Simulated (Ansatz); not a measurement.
MoS2: energy above lowest point and pressure against volume scale

All results are calculated (Ansatz 0.2.0). Free energy against uniform scaling of the volume at fixed shape and fractions; periodic cell, basis, potentials, k mesh and filling as listed.

The cell before it is scaled or strained (space group P-3m1, No. 164):
```
MoS2
1.0
      3.2275     0.0000     0.0000
     -1.6137     2.7951     0.0000
      0.0000     0.0000     6.3125
Mo S
1 2
Direct
  0.00000 0.00000 0.50000
  0.33333 0.66667 0.25532
  0.66667 0.33333 0.74468
```

Settings of every row: functional LDA; dispersion none; potentials PAW; wave cutoff 550 eV; density cutoff 2200 eV; k mesh 10x10x5; k shift 0x0x0; occupations fermi dirac; smearing width 0.1 eV; spin none.

Limits: a layered crystal: even scaling strains the bonds within the layers, so this curve is stiffer than the crystal under pressure; coarse k mesh, up to 40 meV an atom off; the cell comes from a prototype or a list of computed structures and needn't be the stable phase.

```csv
row,volume scale,V (Å³/atom),energy above lowest point (meV/atom),pressure (GPa)
1,0.9,17.084,33.8,10.62
2,0.925,17.558,10,5.6
3,0.95,18.033,0,1.24
4,0.975,18.508,2.1,-2.55
5,1,18.982,14.6,-5.84
6,1.025,19.457,36.2,-8.7
7,1.05,19.931,65.7,-11.17
8,1.075,20.406,102.1,-13.31
9,1.1,20.88,?,?
```

Question: what energy above lowest point and pressure should row 9 give?

Worked fit of energy above lowest point. Take u = (V_r/V)^(2/3) − 1 with V_r = 18.745 Å³ an atom, which is twice the finite (Eulerian) strain; such expansions in the strain, on which the Birch-Murnaghan equation of state is built, carry the rest volume and the bulk modulus. The shown rows have u = 0.06381, 0.04458, 0.02615, 0.00852, -0.00834, -0.02455, -0.04007, -0.05503. Least squares give energy above lowest point = 7.12 − 745.3 × u + 18010 × u² + 3461 × u³ meV/atom; a parabola predicts inner rows, each left out in turn, worse (root mean square 0.18 against 0.025 meV/atom). All shown rows lie on it to the printed digit. Its lowest point lies at u = 0.0206, or V = 18.18 Å³ an atom, and the curvature there gives the bulk modulus at fixed shape and fractions, B = (4/9)(1 + u)² E″(u)/V = 149 GPa. Letting shape and atoms relax would as a rule lower it, by much in layered, chain or molecular crystals. The withheld row has u = -0.06939, so the fit gives 7.12 − 745.3 × (-0.06939) + 18010 × (-0.06939)² + 3461 × (-0.06939)³ = 144.4 meV/atom.

The calculation gave 144.3 meV/atom. The fit lies 0.1 meV/atom (0.069 % of the column's range) above it, one unit of the last digit. This row lies beyond the range of the fit.

Worked fit of pressure. Take u = (V_r/V)^(2/3) − 1 with V_r = 18.745 Å³ an atom, which is twice the finite (Eulerian) strain; such expansions in the strain, on which the Birch-Murnaghan equation of state is built, carry the rest volume and the bulk modulus. The shown rows have u = 0.06381, 0.04458, 0.02615, 0.00852, -0.00834, -0.02455, -0.04007, -0.05503. Least squares give pressure = −4.255 + 194.8 × u + 572.7 × u² + 426 × u³ GPa; a parabola predicts inner rows, each left out in turn, worse (root mean square 0.022 against 0.0046 GPa). The rows lie off it by 0.00, -0.01, 0.00, 0.00, 0.00, 0.00, 0.00, 0.00. The pressure vanishes at u = 0.0206, or V = 18.18 Å³ an atom, and there the bulk modulus at fixed shape and fractions is B = −V dP/dV = (2/3)(1 + u) dP/du = 149 GPa. Letting shape and atoms relax would as a rule lower it, by much in layered, chain or molecular crystals. The withheld row has u = -0.06939, so the fit gives −4.255 + 194.8 × (-0.06939) + 572.7 × (-0.06939)² + 426 × (-0.06939)³ = -15.16 GPa.

The calculation gave -15.16 GPa. The fit meets it to the printed digit. This row lies beyond the range of the fit.
